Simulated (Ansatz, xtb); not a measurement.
# Two isomers of C5H9ClGe

We compare X, `CCCC#[C][GeH2][Cl]`, a singlet, with Y, `[Cl][GeH2][C@@H]1C=CCC1`, a singlet. Both are isolated molecules in the gas phase, relaxed with PBE-D3(BJ)/def2-SVP; each stands in its lowest conformer found.

Quicker runs give these differences E(Y) − E(X): GFN2-xTB −23.4 kcal/mol; HF/STO-3G −23.6 kcal/mol (at GFN2-xTB geometries); r2SCAN-D4/def2-SVP −25.4 kcal/mol (at GFN2-xTB geometries).

Problem. Estimate E(Y) − E(X) at the level CCSD(T)/def2-SVP + ΔMP2/def2-TZVPP.

Solution. Calculated at CCSD(T)/def2-SVP + ΔMP2/def2-TZVPP: E(Y) − E(X) = −21.9 kcal/mol, so structure Y lies lower.

The same difference at several levels:

```tsv
level	geometry	E(Y) − E(X) (kcal/mol)	departure from the last row (kcal/mol)	job, with rough time for the two
GFN2-xTB	GFN2-xTB	−23.4	−1.5	optimisation, 0.39 s
HF/STO-3G	GFN2-xTB	−23.6	−1.7	single point, 1 s
r2SCAN-D4/def2-SVP	GFN2-xTB	−25.4	−3.5	single point, 6.3 s
PBE-D3(BJ)/def2-SVP	PBE-D3(BJ)/def2-SVP	−27.3	−5.4	optimisation, 63 s
HF/def2-SVP	PBE-D3(BJ)/def2-SVP	−17.2	+4.7	part of the CCSD(T) run
MP2/def2-SVP	PBE-D3(BJ)/def2-SVP	−21.1	+0.8	part of the CCSD(T) run
CCSD(T)/def2-SVP	PBE-D3(BJ)/def2-SVP	−21.9	0.0	single point
CCSD(T)/def2-SVP + ΔMP2/def2-TZVPP	PBE-D3(BJ)/def2-SVP	−21.9		single point, 3 min
```

As drawn, Y has 1 C–C, 1 C=C in place of 1 C≡C. Structure X has no ring, Y a 5-membered ring.

The levels shown agree on the order. The largest departure from CCSD(T)/def2-SVP + ΔMP2/def2-TZVPP is that of PBE-D3(BJ)/def2-SVP, 5.4 kcal/mol. The last row adds to CCSD(T) the change of the MP2 difference between the two basis sets, here 0.0 kcal/mol.

With thermal terms from frequencies at re-optimised GFN2-xTB minima (ideal gas, soft modes damped towards free rotors, one conformer each, 298.15 K, 1 atm): on the last row, ΔE + ΔZPE = −21.2, ΔH = −22.3, ΔG = −19.7 kcal/mol.

The correlated steps freeze 19 core orbitals; the filled d shell of Ge is correlated, in a basis made for valence electrons. Mirror images aren't counted in ΔG. Codes used: Ansatz 0.2.0, xtb 6.7.1; the last row on 4 threads of AMD EPYC 7R43 64-Core Processor (Zen 3) on a shared host.

The cyclopentenyl germane Y lies well below the open-chain alkynyl germane X, and thermal terms reduce this preference without threatening it. The main reason is the exchange of one π bond of the alkyne for a C–C σ bond, which is stronger because its orbitals overlap head-on. Closing a five-membered ring containing one double bond costs little strain, so most of that gain survives. Germanium probably offsets part of it, since its bond to the sp carbon in X should be stronger than the allylic Ge–C bond in Y.

The free-energy preference is smaller than the enthalpy preference, −19.7 against −22.3 kcal/mol, as expected when a flexible chain gives up internal rotations to form a ring. Hartree–Fock in the def2-SVP basis already favours Y, but correlation strengthens the preference, probably through the closer packing of electron pairs in the ring. The energy difference says nothing about how readily X would convert to Y, which requires hydrogen migration as well as ring closure.
